**C–Ga stretch of triplet H$_2$C–GaH: Morse prediction of two withheld points**

The table holds energies in kJ/mol along the rigid C–Ga stretch, counted from the start of the scan, at UCCSDT, UCCSD(T), RCCSD(T), UHF, B3LYP and wB97M-V in the cc-pVDZ basis (Ansatz 0.2.0). The program passes a four-constant Morse curve through the four known rows below 2.7 Å and predicts the rows at 1.956 and 2.122 Å, with bars taken from a cubic in $1/r$, a three-row Morse curve and the propagated rounding. The five correlated levels are predicted to within 0.6 kJ/mol, while UHF is missed by 4.8 and 6.2, an error that enters through the outermost fitted row, where its curve already flattens. Beyond the fitted range the Morse curve overshoots at every level, heading for 301 kJ/mol at UCCSDT against a last row of 202.7. The output also lists each level's difference from UCCSDT, which at the last row is $-39.5$ for UHF, $+14.6$ for B3LYP and $+28.8$ for wB97M-V.

Rigid C–Ga stretch of neutral triplet H$_2$C–GaH, computed with Ansatz 0.2.0 at UHF, coupled-cluster and unrestricted B3LYP and WB97M V levels in the cc-pVDZ basis, without relativity. The fragments keep their PBE0/def2-TZVP geometry, and each level's energies count from the start of the scan. Coupled cluster freezes the C 1s and Ga 1s–3d shells.

## Program and output

```python
# Table: energy (kJ/mol, from the start of the scan) along the rigid C-Ga stretch of triplet H2C-GaH,
# Ansatz 0.2.0, cc-pVDZ: UCCSDT, UCCSD(T), RCCSD(T), UHF, B3LYP, wB97M-V.
# Tested: does a Morse well through the four inner known rows predict the withheld rows, and where does it fail?
T = {
    'scan_distance': [1.572, 1.793, 1.956, 2.122, 2.414, 2.655, 3.097, 3.578, 4.361, 5.301, 6.495],  # angstrom
    'energy_uccsd_pt': [236.5, 34.8, 0.0, 9.6, 69.1, 124.2, 185.2, 198.9, 201.1, 201.8, 202.2],  # kJ/mol
    'energy_b3lyp': [212.6, 29.7, 0.0, 11.0, 68.3, 119.3, 180.6, 205.7, 215.3, 217.0, 217.3],  # kJ/mol
    'energy_uccsdt': [236.9, 35.1, 0.0, 9.3, 68.0, 122.2, 184.0, 199.2, 201.6, 202.4, 202.7],  # kJ/mol
    'energy_rccsd_pt': [236.6, 34.9, 0.0, 9.5, 68.7, 123.3, 184.8, 198.2, 200.4, 201.2, 201.6],  # kJ/mol
    'energy_uhf': [229.9, 31.5, 0.0, 13.4, 75.9, 120.8, 155.0, 162.4, 163.2, 163.1, 163.2],  # kJ/mol
    'energy_wb97m_v': [205.6, 25.8, 0.0, 15.7, 82.1, 140.0, 202.8, 221.7, 228.8, 230.8, 231.5],  # kJ/mol
}
HELD = [2, 3]  # rows withheld from the fit
import itertools
import numpy as np
from scipy.optimize import brentq
r = np.array(T['scan_distance'], float)
L = [('UCCSDT', 'energy_uccsdt'), ('UCCSD(T)', 'energy_uccsd_pt'), ('RCCSD(T)', 'energy_rccsd_pt'),
     ('UHF', 'energy_uhf'), ('B3LYP', 'energy_b3lyp'), ('wB97M-V', 'energy_wb97m_v')]
E = {n: np.array(T[k], float) for n, k in L}
H = sorted(HELD)
known = [i for i in range(len(r)) if i not in H]
fit = [i for i in known if r[i] < 2.7]    # inner well, before the curve bends to its plateau
out = [i for i in known if r[i] > 2.7]
t = lambda x, a: np.exp(-a*(x - 2.0))
quad = lambda y, a: np.polyfit(t(r[fit[:3]], a), y[:3], 2)    # Morse is quadratic in t
def morse(y):
    a = brentq(lambda a: np.polyval(quad(y, a), t(r[fit[3]], a)) - y[3], 1.0, 2.5)
    return a, quad(y, a)
M = {n: morse(E[n][fit]) for n in E}
a0 = M['UCCSDT'][0]
print('Morse through r =', ' '.join('%.3f' % x for x in r[fit]), 'A (4 rows, 4 constants); energies kJ/mol')
for n, (a, p) in M.items():
    tm = -p[1]/(2*p[0]); D = p[0]*tm**2
    print('%-9s r_e %.3f A, a %.2f 1/A, E_min %.1f, curvature %.0f /A^2, limit %.0f vs last row %.1f'
          % (n, 2 - np.log(tm)/a, a, p[2] - D, 2*D*a*a, p[2], E[n][-1]))
print('Withheld rows: Morse +- bar [cubic in 1/r, 3-row Morse with UCCSDT a, rounding]; computed; miss')
P = {}
for n, (a, p) in M.items():
    y = E[n][fit]
    A = np.polyval(p, t(r[H], a))
    B = np.polyval(np.polyfit(1/r[fit], y, 3), 1/r[H])
    C = np.polyval(quad(y, a0), t(r[H], a0))
    tf = t(r[fit], a)
    d = 0.05 + 0.0005*np.abs(a*tf*np.polyval(np.polyder(p), tf))    # energy and distance rounding
    rd = np.zeros(len(H))
    for s in itertools.product((-1, 1), repeat=4):
        a2, p2 = morse(y + d*np.array(s))
        rd = np.maximum(rd, np.abs(np.polyval(p2, t(r[H], a2)) - A))
    bar = np.maximum(abs(B - A), abs(C - A)) + rd
    P[n] = A
    for j, i in enumerate(H):
        miss = A[j] - E[n][i]
        print('%-9s %.3f A: %.1f +- %.1f [%.1f, %.1f, %.1f]; computed %.1f; miss %+.1f, %s'
              % (n, r[i], A[j], bar[j], B[j], C[j], rd[j], E[n][i], miss,
                 'inside' if abs(miss) <= bar[j] else 'outside'))
print('Morse minus table on rows not fitted, r =', ' '.join('%.3f' % x for x in r[out]))
for n, (a, p) in M.items():
    print('%-9s' % n, ' '.join('%+.1f' % v for v in np.polyval(p, t(r[out], a)) - E[n][out]))
print('Level minus UCCSDT, all rows in order of r (rounding 0.1); largest size')
for n in list(E)[1:]:
    e = E[n] - E['UCCSDT']
    w = np.argmax(abs(e))
    print('%-9s' % n, ' '.join('%+.1f' % v for v in e), '; %.1f at %.3f A' % (abs(e[w]), r[w]))
print('Step %.3f->%.3f A predicted, computed; lowest row; rises %.3f->%.3f, %.3f->%.3f A; last row vs UCCSDT'
      % (r[H[0]], r[H[-1]], r[-4], r[-1], r[-3], r[-1]))
for n in E:
    print('%-9s %.1f, %.1f; %.3f A; %.1f, %.1f; %+.1f %%'
          % (n, P[n][-1] - P[n][0], E[n][H[-1]] - E[n][H[0]], r[np.argmin(E[n])], E[n][-1] - E[n][-4],
             E[n][-1] - E[n][-3], 100*(E[n][-1]/E['UCCSDT'][-1] - 1)))
assert E['UHF'][-1] < E['UCCSDT'][-1] < E['B3LYP'][-1] < E['wB97M-V'][-1]
assert max(abs(E['RCCSD(T)'][known] - E['UCCSDT'][known])) < 1.5
assert E['UHF'][fit[2]] > E['UCCSDT'][fit[2]] and E['UHF'][out[0]] < E['UCCSDT'][out[0]]
assert M['UCCSDT'][1][2] > E['UCCSDT'][-1] + 50
```

Running it gives:

```
Morse through r = 1.572 1.793 2.414 2.655 A (4 rows, 4 constants); energies kJ/mol
UCCSDT    r_e 1.988 A, a 1.53 1/A, E_min -1.2, curvature 1411 /A^2, limit 301 vs last row 202.7
UCCSD(T)  r_e 1.987 A, a 1.52 1/A, E_min -1.3, curvature 1425 /A^2, limit 307 vs last row 202.2
RCCSD(T)  r_e 1.987 A, a 1.53 1/A, E_min -1.2, curvature 1419 /A^2, limit 303 vs last row 201.6
UHF       r_e 1.957 A, a 1.79 1/A, E_min 4.8, curvature 1462 /A^2, limit 233 vs last row 163.2
B3LYP     r_e 1.975 A, a 1.55 1/A, E_min -0.4, curvature 1357 /A^2, limit 282 vs last row 217.3
wB97M-V   r_e 1.956 A, a 1.52 1/A, E_min -0.2, curvature 1511 /A^2, limit 328 vs last row 231.5
Withheld rows: Morse +- bar [cubic in 1/r, 3-row Morse with UCCSDT a, rounding]; computed; miss
UCCSDT    1.956 A: -0.5 +- 2.6 [1.7, -0.5, 0.5]; computed 0.0; miss -0.5, inside
UCCSDT    2.122 A: 9.2 +- 2.5 [11.3, 9.2, 0.5]; computed 9.3; miss -0.1, inside
UCCSD(T)  1.956 A: -0.6 +- 2.7 [1.6, -0.4, 0.5]; computed 0.0; miss -0.6, inside
UCCSD(T)  2.122 A: 9.4 +- 2.6 [11.5, 9.6, 0.5]; computed 9.6; miss -0.2, inside
RCCSD(T)  1.956 A: -0.5 +- 2.7 [1.7, -0.4, 0.5]; computed 0.0; miss -0.5, inside
RCCSD(T)  2.122 A: 9.4 +- 2.6 [11.5, 9.5, 0.5]; computed 9.5; miss -0.1, inside
UHF       1.956 A: 4.8 +- 6.0 [5.4, -0.8, 0.5]; computed 0.0; miss +4.8, inside
UHF       2.122 A: 19.6 +- 7.9 [20.0, 12.1, 0.4]; computed 13.4; miss +6.2, inside
B3LYP     1.956 A: -0.1 +- 2.4 [1.8, -0.6, 0.5]; computed 0.0; miss -0.1, inside
B3LYP     2.122 A: 11.3 +- 2.3 [13.1, 10.7, 0.4]; computed 11.0; miss +0.3, inside
wB97M-V   1.956 A: -0.2 +- 2.6 [2.0, 0.1, 0.5]; computed 0.0; miss -0.2, inside
wB97M-V   2.122 A: 16.1 +- 2.5 [18.1, 16.4, 0.5]; computed 15.7; miss +0.4, inside
Morse minus table on rows not fitted, r = 3.097 3.578 4.361 5.301 6.495
UCCSDT    +16.0 +50.6 +83.1 +94.3 +97.2
UCCSD(T)  +18.3 +55.6 +89.4 +101.1 +104.1
RCCSD(T)  +16.9 +53.7 +86.8 +98.2 +101.0
UHF       +22.5 +46.2 +63.7 +68.8 +69.7
B3LYP     +10.7 +30.9 +52.5 +61.4 +63.8
wB97M-V   +19.1 +52.5 +82.1 +92.8 +95.5
Level minus UCCSDT, all rows in order of r (rounding 0.1); largest size
UCCSD(T)  -0.4 -0.3 +0.0 +0.3 +1.1 +2.0 +1.2 -0.3 -0.5 -0.6 -0.5 ; 2.0 at 2.655 A
RCCSD(T)  -0.3 -0.2 +0.0 +0.2 +0.7 +1.1 +0.8 -1.0 -1.2 -1.2 -1.1 ; 1.2 at 5.301 A
UHF       -7.0 -3.6 +0.0 +4.1 +7.9 -1.4 -29.0 -36.8 -38.4 -39.3 -39.5 ; 39.5 at 6.495 A
B3LYP     -24.3 -5.4 +0.0 +1.7 +0.3 -2.9 -3.4 +6.5 +13.7 +14.6 +14.6 ; 24.3 at 1.572 A
wB97M-V   -31.3 -9.3 +0.0 +6.4 +14.1 +17.8 +18.8 +22.5 +27.2 +28.4 +28.8 ; 31.3 at 1.572 A
Step 1.956->2.122 A predicted, computed; lowest row; rises 3.578->6.495, 4.361->6.495 A; last row vs UCCSDT
UCCSDT    9.6, 9.3; 1.956 A; 3.5, 1.1; +0.0 %
UCCSD(T)  10.0, 9.6; 1.956 A; 3.3, 1.1; -0.2 %
RCCSD(T)  9.9, 9.5; 1.956 A; 3.4, 1.2; -0.5 %
UHF       14.8, 13.4; 1.956 A; 0.8, 0.0; -19.5 %
B3LYP     11.4, 11.0; 1.956 A; 11.6, 2.0; +7.2 %
wB97M-V   16.2, 15.7; 1.956 A; 9.8, 2.7; +14.2 %
```
